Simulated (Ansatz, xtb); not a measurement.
## Relative energy of two isomers of C6H9B

Structure a is `B/C=C\C=C\C=C`, a singlet and structure b is `B/C=C/C=C\C=C`, a singlet. Both are isolated molecules in the gas phase, relaxed with PBE-D3(BJ)/def2-SVP; the shapes shown needn't be the lowest conformers.

a (Å):

```xyz
16

C    -2.0550    0.8882   -1.7300
C    -2.1994    0.6955   -0.3693
C    -1.1755    0.2989    0.5599
C    -1.4122    0.1316    1.8995
C    -0.4103   -0.2653    2.8619
C    -0.6514   -0.4288    4.1868
B    -0.7569    0.7153   -2.5314
H     0.2861    0.3798   -1.9959
H    -0.7451    0.9129   -3.7334
H    -2.9768    1.1938   -2.2572
H    -3.1971    0.8553    0.0856
H    -0.1603    0.1247    0.1664
H    -2.4340    0.3091    2.2835
H     0.6081   -0.4411    2.4717
H    -1.6563   -0.2613    4.6081
H     0.1430   -0.7327    4.8846
```

b (Å):

```yaml
atoms:
  - { symbol: C, position_ang: [-1.8102, -0.4720, -1.4640] }
  - { symbol: C, position_ang: [-1.4296, 0.0100, -0.2313] }
  - { symbol: C, position_ang: [-1.3721, -0.7713, 0.9770] }
  - { symbol: C, position_ang: [-0.9970, -0.3196, 2.2199] }
  - { symbol: C, position_ang: [-0.5853, 1.0223, 2.5709] }
  - { symbol: C, position_ang: [-0.2295, 1.3847, 3.8287] }
  - { symbol: B, position_ang: [-1.8465, 0.4237, -2.7082] }
  - { symbol: H, position_ang: [-2.1829, -0.0040, -3.7981] }
  - { symbol: H, position_ang: [-1.5281, 1.5979, -2.6025] }
  - { symbol: H, position_ang: [-2.0891, -1.5423, -1.5093] }
  - { symbol: H, position_ang: [-1.1479, 1.0765, -0.1689] }
  - { symbol: H, position_ang: [-1.6591, -1.8327, 0.8831] }
  - { symbol: H, position_ang: [-1.0058, -1.0480, 3.0499] }
  - { symbol: H, position_ang: [-0.5614, 1.7832, 1.7729] }
  - { symbol: H, position_ang: [-0.2393, 0.6558, 4.6560] }
  - { symbol: H, position_ang: [0.0795, 2.4132, 4.0671] }
```

Quicker runs give these differences E(b) − E(a): GFN2-xTB +0.005 eV; HF/STO-3G −0.015 eV (at GFN2-xTB geometries); r2SCAN-D4/def2-SVP −0.003 eV (at GFN2-xTB geometries).

**Question.** Estimate E(b) − E(a) at the level CCSD(T)/def2-SVP + ΔMP2/def2-TZVPP.

**Answer.** Too close to call at this level: CCSD(T)/def2-SVP + ΔMP2/def2-TZVPP gives E(b) − E(a) = −0.014 eV.

How the difference moves with the method:

```
                             level             geometry  E(b) − E(a) (eV)  departure from the last row (eV)  job, with rough time for the two
                          GFN2-xTB             GFN2-xTB              +0.005                            +0.018              optimisation, 0.52 s
                         HF/STO-3G             GFN2-xTB              −0.015                            −0.001               single point, 1.5 s
                r2SCAN-D4/def2-SVP             GFN2-xTB              −0.003                            +0.011                single point, 14 s
               PBE-D3(BJ)/def2-SVP  PBE-D3(BJ)/def2-SVP              −0.004                            +0.010                optimisation, 62 s
                       HF/def2-SVP  PBE-D3(BJ)/def2-SVP              −0.017                            −0.004           part of the CCSD(T) run
                      MP2/def2-SVP  PBE-D3(BJ)/def2-SVP              −0.019                            −0.005           part of the CCSD(T) run
                  CCSD(T)/def2-SVP  PBE-D3(BJ)/def2-SVP              −0.015                            −0.001                      single point
CCSD(T)/def2-SVP + ΔMP2/def2-TZVPP  PBE-D3(BJ)/def2-SVP              −0.014                                               single point, 4.7 min
```

As drawn, both hold the same kinds of bond in the same numbers.

The largest departure from CCSD(T)/def2-SVP + ΔMP2/def2-TZVPP is that of GFN2-xTB, 0.018 eV. The last row adds to CCSD(T) the change of the MP2 difference between the two basis sets, here +0.001 eV.

With thermal terms from frequencies at re-optimised GFN2-xTB minima (ideal gas, soft modes damped towards free rotors, one conformer each, 298.15 K, 1 atm): the zero-point term adds +0.006 eV; ΔH is −0.012 and ΔG +0.001 eV.

The correlated steps freeze 7 core orbitals. Programs: Ansatz 0.2.0, xtb 6.7.1; the last row on 2 threads of AMD EPYC (Zen 3) on a shared host.

The two isomers are practically degenerate, and the slight electronic preference for b is too small to count as a real stability order. The structures suggest why. Each has one cis and one trans internal double bond: in a the cis bond carries the boryl group, while in b it lies in the middle of the triene. Moving the cis linkage therefore largely exchanges one steric penalty for another. Both frameworks are also essentially planar, so the formally empty boron p orbital can conjugate with the π system in either isomer, and little electronic advantage remains.

Hartree–Fock and the coupled-cluster calculations differ only slightly, which suggests that correlation contributes almost equally to both isomers. The close match of HF/STO-3G probably owes much to cancellation and is no sign of general accuracy. With ΔG at +0.001 eV, even the slight electronic preference disappears, so the calculation supports no thermodynamic selectivity between these two forms. Near-equal energies do not imply easy interconversion, which would require disrupting π bonding along the chain.
